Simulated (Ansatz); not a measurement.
Ligand exchange: C2H3BrF2 + SiH2(CH3)Br → C3H6F2 + SiH2Br2

Species: C2H3BrF2 `FCC(F)Br`, singlet; SiH2(CH3)Br, singlet; C3H6F2 `CC(F)CF`, singlet; SiH2Br2 (dibromosilane) `Br[SiH2]Br`, singlet. The partners trade Br for CH3: C–Br and Si–CH3 bonds give way to C–CH3 and Si–Br.

Shapes, held fixed at every level: PBE0-D4/def2-TZVP. Flexible molecules stand in one conformer, not always the lowest. Programs: Ansatz 0.2.0. Electronic energies: no zero-point or thermal term.

| level | kind | ΔE (kJ/mol) | less CCSD(T)/def2-TZVPP |
| --- | --- | --- | --- |
| PBE-D4/def2-TZVPP | GGA | -106.8 | +5.1 |
| r2SCAN-D4/def2-TZVPP | meta-GGA | -112.0 | -0.1 |
| B3LYP-D4/def2-TZVPP | global hybrid | -111.4 | +0.5 |
| wB97X-V/def2-TZVPP | range-separated hybrid | -114.4 | -2.5 |
| MP2/def2-TZVPP | perturbation theory | -114.7 | -2.8 |
| CCSD/def2-TZVPP | coupled cluster or CI | -114.8 | -2.9 |
| CCSD(T)/def2-TZVPP | coupled cluster or CI | -111.9 | 0.0 |

The highest level, CCSD(T)/def2-TZVPP, gives ΔE = -111.9 kJ/mol; the levels span -114.8 to -106.8. The column of differences is taken from that level and isn't an error. No measured value is set beside it here. Relativity is left out for Br unless named. Correlated rows may include outer-core shells of Br, which these sets cover unevenly.

Every level makes the exchange strongly exothermic, with bromine preferring silicon and methyl preferring carbon. The main driving force is probably the gain in bond strength from C–Br to Si–Br. Silicon is much more electropositive than carbon, so its bond to bromine is more polar and stronger, despite being longer. Replacing Si–CH3 by C–CH3 costs little by comparison and may even help, since the compact carbon orbitals overlap well.

The number of bonds is conserved and all four species are closed-shell, so much of the correlation error cancels, though less completely than if the bond types were also retained. PBE gives the weakest driving force, while the perturbative triples reduce the CCSD exothermicity by only 2.9 kJ/mol. The near-coincidence of r2SCAN with CCSD(T) may owe something to error cancellation and does not establish similar accuracy for other ligand exchanges. The preference is thermodynamic: the reaction energy says nothing about the barrier to a direct exchange, which would have to break strong Si–C and C–Br bonds.
